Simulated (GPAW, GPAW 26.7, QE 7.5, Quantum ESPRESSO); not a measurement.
# Lattice parameter of fcc palladium: a first-year student's notebook

*A first attempt by someone new to these calculations. It holds errors of set-up and of interpretation; a review follows at the end.*

## What was measured

Palladium is a metal with the face-centred cubic structure, space group $Fm\bar{3}m$. The lattice parameter I want to reproduce comes from "Zusammenhang zwischen strukturellen und thermodynamischen eigenschaften bei phasen der kupferfamilie in T10-B4-systemen" (doi:10.1016/0022-5088(81)90140-5, 1981; Crystallography Open Database). It was found by diffraction, and the temperature is not given with the value. The volume per atom belongs to the same cell, so it is the same measurement written in another way. My calculations start from a different database entry for the same phase.

| compared with | measured | method |
| --- | --- | --- |
| a (Å) | 3.893 | structure determination by diffraction |
| volume per atom (Å³) | 14.75 | from the measured cell |

Conditions are those given with the value in the passage it was taken from; "not stated" means there, and the paper may say more elsewhere. The values are a selection: others may have been left out beforehand as unlike or outlying.

## Approach

I want to get the lattice parameter $a$ of palladium from a calculation. The model is one atom in the primitive cell, repeated in all directions, and the program changes the cell until the pressure is gone. I will count it as a success if $a$ agrees with the measured value to 0.001 Å, because a good calculation ought to be that exact.

I will use PBE, since that is the name I have seen most often. I start with the lightest settings, and if the number is good I can stop there. If it is not, I will change something and look again.

System: Pd; Fm-3m (no. 225), 1 atom in the primitive cell; every run starts from another database entry of the same phase; structure from the Crystallography Open Database.

## 1. One atom, one k-point

The k-mesh can be set to 1×1×1, which should be the fastest. There is only one atom in the cell, so I think one k-point is enough for it; more points would be for crystals with more atoms. I leave the cutoff at 544 eV, which looks like a large number. I expect $a$ to come out close to 3.893 Å.

**Run 1.** QE 7.5: PBE, Quantum ESPRESSO with GBRV 1.5 ultrasoft, non-magnetic, cell and ions relaxed, cutoff 544 eV, k-mesh 1×1×1, smearing 0.05 eV, density cutoff 3265 eV.

Key lines of the input:
```
&control
  calculation = 'vc-relax'
  forc_conv_thr = 3.89e-04
  etot_conv_thr = 1.0e-4
  nstep = 30
/
&system
  ecutwfc = 40
  ecutrho = 240
  occupations = 'smearing'
  smearing = 'fd'
  degauss = 0.00367
/
&electrons
  conv_thr = 5.0e-09
  mixing_beta = 0.4
  electron_maxstep = 120
/
&ions
/
&cell
  press_conv_thr = 0.15
/
ATOMIC_SPECIES
  Pd 106.420 pd_pbe_v1.4.uspp.F.UPF
[... cell and positions ...]
K_POINTS automatic
  1 1 1 0 0 0
```

Command:
```
OMP_NUM_THREADS=1 mpirun -n 4 pw.x -nk 4 -in pw.in > pw.x.log
```

Selected lines of the output:
```
     bfgs converged in   5 scf cycles and   4 bfgs steps
     new unit-cell volume =     94.67672 a.u.^3 (    14.02964 Ang^3 )
          total   stress  (Ry/bohr**3)                   (kbar)     P=        0.03
```

Converged; 3.4 s on 4 cores of Arm Neoverse N1, shared host.

| quantity | run 1 | measured | deviation |
| --- | --- | --- | --- |
| a (Å) | 3.8286 | 3.893 | −0.0644 (−1.7 %) |
| volume per atom (Å³) | 14.030 | 14.75 | −0.720 (−4.9 %) |
| largest shift (Å) | 0 |  |  |
| pressure (GPa) | 0.0030 |  |  |

The lattice parameter is 3.8286 Å, which is 0.0644 Å too small. The output says that bfgs converged and the final pressure is only 0.03 kbar, so the calculation itself is right and one k-point was enough. That means PBE makes palladium too small.

## 2. Adding the dispersion correction

Something must be missing in PBE that holds the atoms at the right distance. I have read that PBE leaves out the van der Waals forces, and that D3(BJ) puts them back. So I switch on D3(BJ) and expect the cell to grow to about the measured size. For this run I use the 14×14×14 mesh; since one k-point already converged, I don't think it will matter for the result.

**Run 2.** QE 7.5: PBE-D3(BJ), Quantum ESPRESSO with GBRV 1.5 ultrasoft, non-magnetic, cell and ions relaxed, cutoff 544 eV, k-mesh 14×14×14, smearing 0.05 eV, density cutoff 3265 eV.

Key lines of the input, as changed from run 1:
```diff
  &control
-   nstep = 30
+   nstep = 60
  &system
+   vdw_corr = 'dft-d3'
+   dftd3_version = 4
+   dftd3_threebody = .false.
  K_POINTS automatic
-   1 1 1 0 0 0
+   14 14 14 0 0 0
```

Selected lines of the output:
```
!    total energy              =    -198.75065320 Ry
          total   stress  (Ry/bohr**3)                   (kbar)     P=       -5.10
     new unit-cell volume =     99.81594 a.u.^3 (    14.79120 Ang^3 )
!    total energy              =    -198.75065796 Ry
          total   stress  (Ry/bohr**3)                   (kbar)     P=       -0.16
     new unit-cell volume =     99.80785 a.u.^3 (    14.79000 Ang^3 )
!    total energy              =    -198.75065797 Ry
          total   stress  (Ry/bohr**3)                   (kbar)     P=       -0.06
     bfgs converged in   3 scf cycles and   2 bfgs steps
     new unit-cell volume =     99.80785 a.u.^3 (    14.79000 Ang^3 )
     Final scf calculation at the relaxed structure.
!    total energy              =    -198.75065758 Ry
          total   stress  (Ry/bohr**3)                   (kbar)     P=        0.04
```

Converged; took 12 s.

| quantity | run 2 | measured | deviation |
| --- | --- | --- | --- |
| a (Å) | 3.8965 | 3.893 | +0.0035 (+0.1 %) |
| volume per atom (Å³) | 14.790 | 14.75 | +0.040 (+0.3 %) |
| largest shift (Å) | 0 |  |  |
| pressure (GPa) | 0.0040 |  |  |

The cell has grown by 0.0679 Å, from 3.8286 to 3.8965 Å, so the van der Waals forces were what was missing. They push the palladium atoms apart. The result is now 0.0035 Å above the measured value, which is still outside my 0.001 Å, so D3(BJ) pushes a little too hard.

## 3. A different van der Waals functional

rVV10 also contains van der Waals forces, but it works them out from the electron density instead of adding them afterwards. I think that must be more exact, so the push should come out slightly weaker and take away the last 0.0035 Å. I keep the cutoff and the mesh as they are.

**Run 3.** QE 7.5: rVV10, Quantum ESPRESSO with GBRV 1.5 ultrasoft, non-magnetic, cell and ions relaxed, cutoff 544 eV, k-mesh 14×14×14, smearing 0.05 eV, density cutoff 3265 eV.

Key lines of the input, as changed from run 2:
```diff
  &system
-   vdw_corr = 'dft-d3'
-   dftd3_version = 4
-   dftd3_threebody = .false.
+   input_dft = 'rvv10'
```

Selected lines of the output:
```
     bfgs converged in   4 scf cycles and   3 bfgs steps
     new unit-cell volume =    106.41863 a.u.^3 (    15.76961 Ang^3 )
```

Converged; took 21 s.

| quantity | run 3 | measured | deviation |
| --- | --- | --- | --- |
| a (Å) | 3.9807 | 3.893 | +0.0877 (+2.3 %) |
| volume per atom (Å³) | 15.770 | 14.75 | +1.020 (+6.9 %) |
| largest shift (Å) | 0 |  |  |
| pressure (GPa) | 0.0690 |  |  |

rVV10 gives 3.9807 Å, which is 0.0877 Å too large. Compared with plain PBE the atoms have moved apart by 0.1521 Å, while D3(BJ) moved them by only 0.0679 Å. So the van der Waals push in rVV10 is more than twice as strong. The run converged, so this must be the true strength of the force in this functional, and it is too much for palladium.

## 4. PBE again, stopped after two steps

I go back to PBE without any van der Waals forces. It came out too small the first time, after four bfgs steps, and I think the program simply went on squeezing the cell for too long. If I set the step limit to 2, the cell should stop before it has shrunk all the way, somewhere between 3.8286 Å and the measured value. It also saves time.

**Run 4.** QE 7.5: PBE, Quantum ESPRESSO with GBRV 1.5 ultrasoft, non-magnetic, cell and ions relaxed, cutoff 544 eV, k-mesh 14×14×14, smearing 0.05 eV, relaxation step limit 2, density cutoff 3265 eV.

Key lines of the input, as changed from run 3:
```diff
  &control
-   nstep = 60
+   nstep = 2
  &system
-   input_dft = 'rvv10'
```

Selected lines of the output:
```
!    total energy              =    -198.70182428 Ry
          total   stress  (Ry/bohr**3)                   (kbar)     P=       69.65
     new unit-cell volume =    103.67232 a.u.^3 (    15.36265 Ang^3 )
!    total energy              =    -198.70268452 Ry
          total   stress  (Ry/bohr**3)                   (kbar)     P=        2.57
     The maximum number of steps has been reached.
[ended: maximum number of steps has been reached]
```

Not converged; took 6.3 s.

The program stopped at the maximum number of steps, which is what I had asked for. The last volume is 15.36265 Å³ per atom, so the cell is now too large instead of too small. With four steps PBE had come down to 14.02964 Å³. I conclude that the cell first swells and then shrinks, and that the measured 14.75 Å³ lies on the way between the two.

## 5. A lower cutoff for PBE

I can't hit the right moment by counting steps, so I let the program decide again and change the cutoff instead. I understand the cutoff as how far out the electrons of an atom are allowed to reach. With 408 eV instead of 544 eV the atoms should be a little smaller, and that should take off the extra volume. It should be quicker as well.

**Run 5.** QE 7.5: PBE, Quantum ESPRESSO with GBRV 1.5 ultrasoft, non-magnetic, cell and ions relaxed, cutoff 408 eV, k-mesh 14×14×14, smearing 0.05 eV, density cutoff 2449 eV.

Key lines of the input, as changed from run 3:
```diff
  &system
-   ecutwfc = 40
-   ecutrho = 240
+   ecutwfc = 30
+   ecutrho = 180
-   input_dft = 'rvv10'
```

Selected lines of the output:
```
!    total energy              =    -198.67623675 Ry
          total   stress  (Ry/bohr**3)                   (kbar)     P=     -295.51
     new unit-cell volume =     85.74289 a.u.^3 (    12.70578 Ang^3 )
[...]
          total   stress  (Ry/bohr**3)                   (kbar)     P=       -0.17
     history already reset at previous step: stopping
     new unit-cell volume =     93.76429 a.u.^3 (    13.89443 Ang^3 )
!    total energy              =    -198.68268656 Ry
          total   stress  (Ry/bohr**3)                   (kbar)     P=       -0.22
     history already reset at previous step: exiting
[ended: the BFGS walk stopped, its history already reset at the previous step]
```

Not converged; took 6.2 s.

The volume is now 13.89443 Å³ per atom, down from 15.36265 Å³ with the higher cutoff. So I was right about the cutoff: a lower one makes the atoms smaller. I only took away too much, because the measured 14.75 Å³ lies between the two. The pressure is nearly zero, so I take the run as finished. The line about the history seems to be about old steps that the program no longer needs.

## 6. The revised version of PBE

PBE has now given me a different volume every time, so I don't trust it any more. There is a functional called RPBE, and the R stands for revised, so I suppose the mistakes in PBE have been repaired in it. I run it in GPAW with a cutoff of 700 eV, which should also make the atoms bigger again. I expect it to land on 3.893 Å.

**Run 6.** GPAW 26.7: RPBE, GPAW with GPAW PAW setups, non-magnetic, cell and ions relaxed, cutoff 700 eV, k-mesh 14×14×14, smearing 0.05 eV.

Key lines of the input:
```
atoms.calc = GPAW(mode=PW(700), xc="RPBE", kpts={"size": (14, 14, 14), "gamma": True},
                  occupations=FermiDirac(0.05), convergence={"density": 1e-6}, maxiter=150, txt="gpaw.txt")
atoms.set_constraint(FixSymmetry(atoms))
opt = BFGS(FrechetCellFilter(atoms), trajectory="relax.traj")
done = opt.run(fmax=0.01, steps=60)
```

Selected lines of the output:
```
converged: True
cell: [ 2.81656  2.81656  2.81656 60.      60.      60.     ]
```

Converged; took 38 s.

| quantity | run 6 | measured | deviation |
| --- | --- | --- | --- |
| a (Å) | 3.9832 | 3.893 | +0.0902 (+2.3 %) |
| volume per atom (Å³) | 15.799 | 14.75 | +1.049 (+7.1 %) |
| largest shift (Å) | 0 |  |  |
| pressure (GPa) | 0.0110 |  |  |

RPBE gives 3.9832 Å, which is 0.0902 Å too large. This is almost the same as the 3.9807 Å from rVV10, so RPBE must have the same strong van der Waals push built into it. That is probably what was revised. It explains why both of them drive the palladium atoms too far apart.

## 7. LDA, which has no push

I now want a functional with no van der Waals forces in it at all. LDA is the simplest one on my list of names, and the L stands for local, so I take it that the atoms don't feel each other over a distance. I stay with GPAW and 700 eV, because the high cutoff keeps the atoms large enough. Without the push, and with large atoms, $a$ should come down from 3.9832 Å and stop at about 3.893 Å.

**Run 7.** GPAW 26.7: LDA, GPAW with GPAW PAW setups, non-magnetic, cell and ions relaxed, cutoff 700 eV, k-mesh 14×14×14, smearing 0.05 eV.

Key lines of the input, as changed from run 6:
```diff
- atoms.calc = GPAW(mode=PW(700), xc="RPBE", kpts={"size": (14, 14, 14), "gamma": True},
+ atoms.calc = GPAW(mode=PW(700), xc="LDA", kpts={"size": (14, 14, 14), "gamma": True},
```

Selected lines of the output:
```
converged: True
cell: [ 2.71607  2.71607  2.71607 60.      60.      60.     ]
pressure (GPa): -0.003
```

Converged; took 35 s.

| quantity | run 7 | measured | deviation |
| --- | --- | --- | --- |
| a (Å) | 3.8411 | 3.893 | −0.0519 (−1.3 %) |
| volume per atom (Å³) | 14.168 | 14.75 | −0.582 (−3.9 %) |
| largest shift (Å) | 0 |  |  |
| pressure (GPa) | −0.0030 |  |  |

LDA gives 3.8411 Å, which is 0.0519 Å too small. Without the push the cell came down by 0.1421 Å from the RPBE value, but it went straight past 3.893 Å and didn't stop there. So the high cutoff did not keep the atoms large enough, and palladium does need some van der Waals push, only less than RPBE gives it. The run says converged and the pressure is almost zero, so I take 3.8411 Å as the true size of palladium when the atoms don't feel each other over a distance.

## All runs against the measurement

| run | settings | a (Å) | deviation | volume per atom (Å³) | deviation | cost | status |
| --- | --- | --- | --- | --- | --- | --- | --- |
| 1 | QE: PBE, Quantum ESPRESSO with GBRV 1.5 ultrasoft, cutoff 544 eV, k-mesh 1×1×1, density cutoff 3265 eV | 3.8286 | −0.0644 (−1.7 %) | 14.030 | −0.720 (−4.9 %) | under 1 core-min |  |
| 2 | QE: PBE-D3(BJ), Quantum ESPRESSO with GBRV 1.5 ultrasoft, cutoff 544 eV, k-mesh 14×14×14, density cutoff 3265 eV | 3.8965 | +0.0035 (+0.1 %) | 14.790 | +0.040 (+0.3 %) | under 1 core-min |  |
| 3 | QE: rVV10, Quantum ESPRESSO with GBRV 1.5 ultrasoft, cutoff 544 eV, k-mesh 14×14×14, density cutoff 3265 eV | 3.9807 | +0.0877 (+2.3 %) | 15.770 | +1.020 (+6.9 %) | 83 core-s |  |
| 4 | QE: PBE, Quantum ESPRESSO with GBRV 1.5 ultrasoft, cutoff 544 eV, relaxation step limit 2, density cutoff 3265 eV | – |  | – |  | under 1 core-min | not converged |
| 5 | QE: PBE, Quantum ESPRESSO with GBRV 1.5 ultrasoft, cutoff 408 eV, k-mesh 14×14×14, density cutoff 2449 eV | – |  | – |  | under 1 core-min | not converged |
| 6 | GPAW: RPBE, GPAW with GPAW PAW setups, cutoff 700 eV, k-mesh 14×14×14 | 3.9832 | +0.0902 (+2.3 %) | 15.799 | +1.049 (+7.1 %) | 2.5 core-min |  |
| 7 | GPAW: LDA, GPAW with GPAW PAW setups, cutoff 700 eV, k-mesh 14×14×14 | 3.8411 | −0.0519 (−1.3 %) | 14.168 | −0.582 (−3.9 %) | 2.3 core-min |  |
|  | measured | 3.893 |  | 14.75 |  |  |  |

## State of play

None of my runs came within 0.001 Å of the measured 3.893 Å. The nearest is PBE with D3(BJ), at 3.8965 Å, so I am writing that down as my lattice parameter of palladium.

What I take from the work is that the van der Waals forces hold the palladium atoms apart. Without them the cell is too small, as in PBE with one k-point and in LDA. With too much of them it is too large, as in rVV10 and RPBE. D3(BJ) has nearly the right amount, and the 0.0035 Å left over must be the part of the push that is still too strong.

I am less sure about the cutoff. A lower one made the atoms smaller in PBE, but 700 eV did not keep them large in LDA. Perhaps it only works in Quantum ESPRESSO. For the next metal I would use D3(BJ) from the beginning, with one k-point, because that converged without any trouble and was the fastest.

## Review

Further runs made for the review:

| reviewer's run | settings | a (Å) | deviation | volume per atom (Å³) | deviation | cost |
| --- | --- | --- | --- | --- | --- | --- |
| R1 | QE: PBE, Quantum ESPRESSO with GBRV 1.5 ultrasoft, cutoff 544 eV, k-mesh 14×14×14, density cutoff 3265 eV | 3.9486 | +0.0556 (+1.4 %) | 15.391 | +0.641 (+4.3 %) | 66 core-s |
| R2 | QE: PBE, Quantum ESPRESSO with GBRV 1.5 ultrasoft, cutoff 735 eV, k-mesh 14×14×14, density cutoff 4408 eV | 3.9483 | +0.0553 (+1.4 %) | 15.388 | +0.638 (+4.3 %) | 77 core-s |
| R3 | GPAW: PBE, GPAW with GPAW PAW setups, cutoff 700 eV, k-mesh 14×14×14 | 3.9438 | +0.0508 (+1.3 %) | 15.335 | +0.585 (+4.0 %) | 2 core-min |
|  | measured | 3.893 |  | 14.75 |  |  |

The target of 0.001 Å was arbitrary. It is much finer than the usual accuracy of these functionals, and the relaxed cell leaves out zero-point and thermal expansion, which alone exceed that margin.

Run 1 fails through its single k-point. A metal needs a dense mesh, and a small cell needs more points, not fewer. "Converged" meant only that the pressure had vanished on that mesh. With 14×14×14, PBE gives 3.9486 Å (R1) for 66 core-seconds, so it makes palladium too large, not too small.

Run 2 is reasonably set up, though convergence of its mesh to the last digits is not shown in this report, and it changed mesh and functional together. Against R1, D3(BJ) shrinks the cell by about 0.05 Å: dispersion attracts. The growth that the notebook credits to it came from the mesh.

Run 3 rightly kept cutoff and mesh, but was compared with the faulty run 1. Its cell is only about 0.03 Å larger than that of R1, not 0.1521 Å. rVV10 also uses a different, more repulsive exchange, so this difference doesn't measure a van der Waals force. Nor does computing dispersion from the density guarantee a better result.

Run 4 was stopped on purpose, and its last volume is not a result. Relaxation seeks the minimum of the energy; it doesn't squeeze for as long as it is allowed. The supposed swelling and shrinking joins two runs with different meshes.

Run 5 didn't finish either: the message about the history means that the optimiser gave up, whatever the pressure. The starting pressure, −295.51 kbar against 69.65 kbar in run 4, was a further warning: for the same functional, mesh and starting cell, such a change points to an incomplete basis (the density cutoff fell as well), whose spurious stress pulls the cell inward. The cutoff limits the fineness of the plane-wave basis, not the size of atoms. Raising it from 544 to 735 eV changes the PBE result by only 0.0003 Å (R2, 77 core-seconds), so 544 eV was adequate and should have been kept.

Runs 6 and 7 are sound calculations, wrongly explained. PBE's changing volumes came from the settings and unfinished runs, not from unreliability. RPBE revises exchange, chiefly to improve energies, and contains no van der Waals term. In the same program PBE gives 3.9438 Å (R3); RPBE lies 0.0394 Å above it and LDA 0.1027 Å below. "Local" means that exchange and correlation at a point depend on the density there; the atoms still interact and bond. LDA is well known to bind such metals too tightly, so its cell is no "true size" without interaction.

Trying functionals until one lands near the measurement, and then adopting its value, is selection and not prediction; the functional should be chosen for reasons given beforehand. The closing advice to use one k-point should be dropped: run 2 owed its sound result to the dense mesh. D3(BJ) isn't a safe default for every metal either, since it largely neglects metallic screening.

In short, sound PBE overestimates the lattice parameter by 1.4 % (R1), a familiar failing for such metals. PBE-D3(BJ) in run 2 comes within 0.1 %, which is good agreement, though partly perhaps by cancelling errors: the static lattice is smaller than the measured one, so allowing for expansion would widen run 2's overshoot. Its last digits carry little weight, since PBE in the two programs (R1 and R3) differs by more than run 2 misses the measurement. The temperature of the measurement isn't stated but was most likely room temperature, so the measured cell includes some thermal expansion that the relaxed cells lack. The sound runs fall on both sides of the measurement and give no reason to doubt it at the level of a percent. The entry seems to lie marginally above the usual room-temperature value, by more than the notebook's target, which is one more reason why that target was too fine.

[Logs are printed without paths, hosts, clocks, repeated set-up lines and the standing remarks that a program may print on its own settings, such as how far it seeks lower states.]

[The runs shown are a pick from a larger set of finished runs; failed, doubtful and other runs were left out of it ahead of writing. So were measured values far from every level or from commonly accepted values, and agreement can look better than it is. Lines of input and output are excerpts and may be shortened.]
